Q: I excite one electron of As³⁺ out of the 4s shell and watch the filled 3p shell underneath. What sizes should I carry in my head before I look at any calculation?

A: Four. In a scalar-relativistic, spin-polarised LDA atom the 3p level lies near −180 eV. Moving the outer electron between orbitals such as 4d and 7f shifts that level by nearly 9 eV. The unpaired spins outside split it into a spin-up and a spin-down level about 0.2 eV apart. The size of the orbital, about 0.6 bohr, changes by less than one part in a thousand. The shift and the splitting can be estimated on paper, each from a different property of the outer electron; the absolute position cannot.

All-electron calculations with Quantum ESPRESSO 7.5 (ld1.x) for the As³⁺ ion (Z = 33), using scalar-relativistic, spin-polarised Kohn-Sham LDA (Slater exchange, PW92 correlation) with spherical densities and a point nucleus. Eigenvalues are negative for bound levels.

```csv
configuration,eigenvalue (3p up) (eV),eigenvalue (3p down) (eV),mean radius (3p up) (bohr),mean radius (3p down) (bohr),ε(3p down) − ε(3p up) (eV)
[Ar] 3d10 (4s up)1 (4d up)1,-172.78,-172.55,0.61732,0.61653,0.2303
[Ar] 3d10 (4s up)1 (4f up)1,-176.45,-176.27,0.61692,0.61612,0.1780
[Ar] 3d10 (4s up)1 (5s up)1,-175.30,-175.08,0.61720,0.61632,0.2188
[Ar] 3d10 (4s up)1 (5d up)1,-177.60,-177.39,0.61710,0.61631,0.2011
[Ar] 3d10 (4s up)1 (6d up)1,-179.77,-179.58,0.61702,0.61624,0.1912
[Ar] 3d10 (4s up)1 (7f up)1,-181.44,-181.26,0.61694,0.61615,0.1811
```

Q: What exactly is in these rows?

A: Each row keeps the [Ar] 3d¹⁰ core and one spin-up 4s electron and puts the last electron, also spin up, into the orbital named. All are excited configurations with $M_S = 1$. The ground configuration is 3d¹⁰4s², and in the 4d row the empty spin-down 4s level (−46.32 eV in the same calculation) lies far below the occupied 4d level (−20.80 eV). The eigenvalues $\varepsilon$ are the Kohn-Sham levels of 3p for the two spins, and the mean radii are $\langle r\rangle$ of those orbitals. The last column, $\varepsilon(3p\ \mathrm{down}) - \varepsilon(3p\ \mathrm{up})$, I call the gap $g$. Both 3p levels are full, so $g$ is an exchange splitting induced from outside and has nothing to do with an excitation gap. I write $\bar\varepsilon$ for the mean of the two levels.

Q: Why should an electron that lives outside 3p move it by several eV and yet leave its shape alone?

A: Inside a spherical shell of charge the potential is flat. A 3p electron feels no force from a shell that surrounds it, so its orbital keeps its size, but its energy is lifted by the height of the plateau: one unit of charge over the radius of the shell. For a smeared-out shell the height is $\langle 1/r\rangle$ of the outer orbital, in hartree when $r$ is in bohr. A shell at 4 bohr lifts everything inside it by a quarter of a hartree, about 7 eV.

The calculation bears out both halves. Between the 4d and 7f rows the spin-up 1s, 3p and 3d levels move by 8.85, 8.66 and 8.62 eV, although their binding differs by more than a factor of a hundred. The 4s level moves by only 7.17 eV, as fits an orbital that is large enough to lie partly outside the 4d charge. And $\bar\varepsilon$ runs in the order of the outer $\langle 1/r\rangle$ through all six rows: 4d, 5s, 4f, 5d, 6d, 7f.

Q: How do I get $\langle 1/r\rangle$ by hand?

A: The outer electron moves around 33 protons and 29 other electrons, a net charge of 4. In a pure Coulomb field $\langle 1/r\rangle = Z/n^2$. An orbital that dips into the core is drawn in, and the usual bookkeeping replaces $n$ by $n^* = n - \delta_l$, with a defect $\delta_l$ that depends mainly on $l$. With 4 hartree = 108.8 eV the first rule reads

$$\bar\varepsilon = \varepsilon_\infty + k\,\frac{108.8\ \mathrm{eV}}{n^{*2}},$$

where $\varepsilon_\infty$ is the level with the outer electron removed and $k = 1$ for an ideal outer shell.

The defects were obtained by solving $\langle 1/r\rangle = 4/n^{*2}$ for the computed outer orbitals, averaging for each $l$ and rounding to the nearest 0.05: $\delta_s = 1.7$, $\delta_d = 1.05$, $\delta_f = 0.25$. The d rows give 1.11, 1.05 and 1.05, so a constant serves well beyond 4d; $\delta_s$ rests on the 5s row alone. The anchor $\varepsilon_\infty = -183.7$ eV comes from the 7f row with $k = 1$, because that electron, at a mean radius of 15.7 bohr, is the nearest thing to an ideal shell. For f electrons $k$ stays 1. For s and d electrons a least-squares fit to those four rows, with the anchor held fixed, gives $k = 0.88$.

Q: Why is $k$ below one for s and d?

A: Two effects add. The first is penetration: the part of the outer charge that lies inside the 3p shell acts at the 3p radius and not at its own smaller one, so the true repulsion is below $\langle 1/r\rangle$. The second is relaxation: a compact outer electron screens the nucleus for 4s and 3d, these swell a little, and their own plateau drops.

The Coulomb integrals $F^0$ of the 4d and 5d rows put sizes on both. Between these rows $\langle 1/r\rangle$ changes by 6.10 eV, but the repulsion of the outer electron with 3p changes by only 5.52 eV; that is penetration. The repulsion of 3p with 4s and with the ten 3d electrons changes the other way, by 0.32 and 0.42 eV. The sum, 4.78 eV, is close to the 4.83 eV of the table. It leaves out the inner shells, the other 3p electrons and exchange-correlation, so I take from it only that the two effects are of similar size for this pair of rows. The 1s level shows relaxation nearly on its own. It lies inside almost all the outer charge, yet it moves by 8.85 eV from 7f to 4d where $\langle 1/r\rangle$ changes by 13.06 − 2.44 = 10.62 eV.

A single $k$ is a compromise. With the computed $\langle 1/r\rangle$ and the 7f anchor, the value that each row asks for rises from 0.85 for 4d through 0.90 to 0.93 for 6d, and 4f asks for 0.98.

Q: Then the gap should follow the same order, with the closest electron splitting 3p most?

A: It does not, and 4f is the row that shows it. The 4f orbital is more compact than 5d (mean radius 4.10 against 5.36 bohr) and shifts 3p more, yet it gives the smallest gap of all, 0.1780 eV against 0.2011 eV. The other five rows do fall in the order of $\langle 1/r\rangle$, but a straight line of $g$ against $\langle 1/r\rangle$ through all six overshoots 4f by 0.023 eV, almost half the spread of the column.

Electrostatic repulsion acts at a distance, whereas exchange acts only where two orbitals overlap. A spin-up 3p electron is stabilised by the spin-up density that reaches into its own region, around 0.6 bohr. The 4s electron has inner lobes there and is present in every row, so it supplies a common part. An s or d outer electron also has inner lobes and adds a smaller part. An f electron is held out by the centrifugal barrier $l(l+1)/2r^2$ and adds next to nothing, however compact its outer lobe.

Q: How does the added part depend on $n$?

A: In local exchange the potential for spin $\sigma$ is $-(6n_\sigma/\pi)^{1/3}$. Inside the core the spin density $m = n_\uparrow - n_\downarrow$ is tiny beside the total density $n$, so the difference of the two potentials is proportional to $m/n^{2/3}$. To first order, and leaving correlation aside, the gap is the 3p average of that difference. It is linear in $m$, so the contributions of 4s and of the outer electron add.

Deep in the core the potential is far larger than the binding energy of the outer electron, so 4d, 5d and 6d have nearly the same shape there and differ in amplitude. The squared amplitude is proportional to the fraction of time spent in the core, which goes as the orbital frequency $dE/dn = Z^2/n^{*3}$. Hence

$$g = g_0 + \frac{C}{n^{*3}}, \qquad C = 0 \text{ for f}.$$

A straight-line fit of $g$ against $n^{*-3}$ on the three d rows alone gives $g_0 = 0.181$ eV and $C = 1.28$ eV. The 7f gap, 0.1811 eV, was not used and lands on $g_0$. Taken the other way, the excess of the d rows over 7f (0.049, 0.020 and 0.010 eV) falls with $n^*$ to the power −3.06 in a log-log fit. That exponent depends on the adopted $\delta_d$ and on 7f as baseline, so it supports a power near −3 and no more. The two levels are then $\bar\varepsilon - g/2$ for spin up and $\bar\varepsilon + g/2$ for spin down.

Q: Work one for me in full.

A: Take 5d, which was part of the fits for $k$, $g_0$ and $C$ and entered $\delta_d$. Here $n^* = 5 - 1.05 = 3.95$, $n^{*2} = 15.60$ and $n^{*3} = 61.6$. The lift is $0.88 \times 108.8/15.60 = 6.14$ eV, so $\bar\varepsilon = -183.7 + 6.14 = -177.56$ eV against −177.50 eV from the table. The gap is $0.181 + 1.28/61.6 = 0.202$ eV against 0.2011 eV. The two levels come out at −177.66 and −177.46 eV, to be compared with −177.60 and −177.39 eV.

The 4f row is the harder case. It was in neither fit; only its $\langle 1/r\rangle$ entered, as one of two values behind $\delta_f$. With $n^* = 3.75$ and $n^{*2} = 14.06$ the lift is $108.8/14.06 = 7.74$ eV and $\bar\varepsilon = -175.96$ eV. The table gives −176.36 eV, so the estimate is 0.40 eV too high, about 5 % of the lift. The gap is simply $g_0$, 0.181 eV, which is 0.003 eV or under 2 % above the tabulated 0.1780 eV. About half of the miss in the level comes from sharing one defect between 4f (0.22) and 7f (0.33): with the computed $\langle 1/r\rangle$ the miss is 0.17 eV.

Q: How good is this over the whole table?

A: For $\bar\varepsilon$, with unrounded constants, the root-mean-square error is 0.20 eV over a span of 8.68 eV, with 4f worst at +0.36 eV. That average includes 7f, whose zero error is built in. The levels are rounded to within 0.005 eV, so these misses belong to the model. Setting $k = 1$ everywhere is clearly worse, up to 1.45 eV too high for 5s. A free straight line in $108.8/n^{*2}$ through all six rows, slope 0.85, does practically as well as the rule (0.22 eV). The table therefore shows that the average slope is below one; giving f its own $k$ rests more on the physical argument than on the fit. The line also puts the intercept at −183.4 eV, so $\varepsilon_\infty$ is uncertain by a few tenths of an eV and trades against $k$.

For $g$ the d rows are met to 0.0002 eV, which says little with two constants for three points. The three rows outside the fit are the test: 7f is missed by 0.3 % of its gap, 5s by 1.3 % and 4f by 1.4 %. A constant 0.200 eV would miss 4d by 0.030 eV. That the d constant serves for 5s (that row alone would ask for $C = 1.37$ eV) has no argument behind it, since s and d lobes overlap 3p differently, and it may be chance.

In all, seven constants describe twelve numbers, and every constant came from a calculation. The rule carries a few computed rows along a Rydberg series; it does not replace them.

Q: The 4f gap lies below 7f, so the closer electron seems to reduce the splitting. How?

A: The difference is 0.003 eV, well above the rounding of the column but small enough that numerical settings could matter. A likely cause is indirect: 4f screens the 4s electron more than 7f does, the 4s orbital is larger (1.688 against 1.669 bohr), and its exchange with 3p weakens. The sign fits, and the 4d and 5d rows show the same effect directly. There the exchange integrals $G^k$ with their angular weights give a Hartree-Fock-type splitting, $\tfrac13 G^1(4s,3p) + \tfrac{2}{15}G^1(nd,3p) + \tfrac{3}{35}G^3(nd,3p)$. The 4s term is 0.436 eV in the 4d row, where 4s is swollen, and 0.456 eV in the 5d row.

So $g_0$ is not strictly constant, and $C$ absorbs the change. The d term falls from 0.139 to 0.048 eV, a factor near 2.9, faster than the factor $61.6/2.95^3 = 2.4$ of the rule. The neat cubic law for 4d owes something to a cancellation between stronger direct exchange and a looser 4s, and $C$ should not be read as an exchange integral.

Q: Those sums are 0.575 and 0.504 eV, much larger than the gaps. Which do I believe?

A: The LDA gap is 0.40 of the sum in both rows. The equal ratio supports exchange overlap as the cause of the trend, on two rows. Why the factor is 0.40 these numbers cannot say. Correlation in LDA reduces spin splittings, a local potential treats exchange between a core and a valence orbital differently from the non-local operator, and the closed shells polarise in response; how these share the factor is a guess. In practice the constants $g_0$ and $C$ belong to this functional, and on these two rows the size of the splitting depends on the method much more than its trend does.

Q: The spin-up level is deeper, yet its orbital is larger. I associate deeper with smaller.

A: That association holds when the extra attraction comes from the nucleus. Here it comes from the spin-up density, which lies mostly outside 3p, so the extra well for spin up lowers the level and pulls the orbital outward. This is standard reasoning; the table shows the sign in all six rows. For estimates, take 0.617 bohr for spin up (the whole spread is 0.0004 bohr) and subtract 0.0008 bohr for spin down, or 0.0009 bohr in the 5s row.

Q: Could Slater's rules spare me the anchor?

A: For the size, roughly. The screening of 3p is $7 \times 0.35 + 8 \times 0.85 + 2 = 11.25$, so $Z_\mathrm{eff} = 21.75$, and the hydrogenic $\langle r\rangle = 12.5/Z_\mathrm{eff}$ is 0.575 bohr, 7 % below the table. For the energy, not through the one-electron formula: $-Z_\mathrm{eff}^2/18$ hartree is −715 eV, four times too deep. This effective charge leaves out the 3d electrons and everything beyond them, which costs little in the size and much in the level. Ten 3d electrons with $F^0$ of about 38 eV each lift 3p by some 380 eV, most but not all of the discrepancy. They are no distant shell, since 3d is hardly larger than 3p (0.67 against 0.62 bohr), so the picture of a flat plateau holds for them only in part.

Q: Can I take the defects from measured spectra, and where does the rule stop?

A: The defects here describe the size of LDA orbitals, not term energies. The 4f eigenvalue, −12.20 eV, is shallower than the hydrogenic −13.6 eV although the orbital is more compact than hydrogenic, so a defect read from that energy would have the opposite sign. The f defects, 0.22 for 4f and 0.33 for 7f, are large for an orbital that hardly enters the core. Penetration into the tail of the 4s electron does give a defect that grows along the series. A defect goes as the penetration energy times $n^3$, and with that energy taken as $\langle 1/r\rangle - F^0(nf,4s)$ the product is about 0.34 hartree for 4f and 0.61 hartree for 7f. Divided by $4^2 = 16$, this makes defects of only about 0.02 and 0.04. These are defects in energy, and the size of an orbital can respond more strongly, so the tail may supply part of the growth, but it looks too weak to supply all of it. The likelier main source is the incomplete cancellation of self-repulsion and self-exchange in LDA, which would make much of the growth an artefact. Setting $\delta_f = 0$ and re-anchoring on 7f misses 4f by −0.41 eV, about as much as before with the opposite sign.

Along the series the argument predicts the trend. A higher d electron should put $\bar\varepsilon$ below the 6d value and $g$ between the 6d and 7f values, and other f electrons should leave $g$ near $g_0$. A p electron penetrates, so it should need $k < 1$ and add to the gap, with constants of its own. An outer electron in 4p or 4s shares a shell with the 4s electron and is not a distant shell at all; in 4s² the gap vanishes by symmetry. With the outer spin reversed, linearity in $m$ suggests that its part is subtracted from $g_0$. In another ion the net charge replaces 4 and all constants change.

Q: And the comparison with my photoelectron lines?

A: LDA eigenvalues are not ionisation energies; they lack the relaxation around the hole and carry self-interaction, and the calculation has no Breit or QED terms. The shift between configurations has the better chance of carrying over, because the plateau is mostly electrostatics. Expect it to be somewhat larger, though: the 3p hole raises the net charge from 4 to 5 and draws the outer electron in, which in the hydrogenic picture turns $4/n^{*2}$ into $(5^2 - 4^2)/2n^{*2} = 4.5/n^{*2}$. The gap should not be sought as a line splitting. Spin-orbit coupling, absent here, splits arsenic 3p by roughly 5 eV (a rough recalled size), many times $g$, and a 3p hole couples with the two open shells into terms that a spherical density does not resolve.
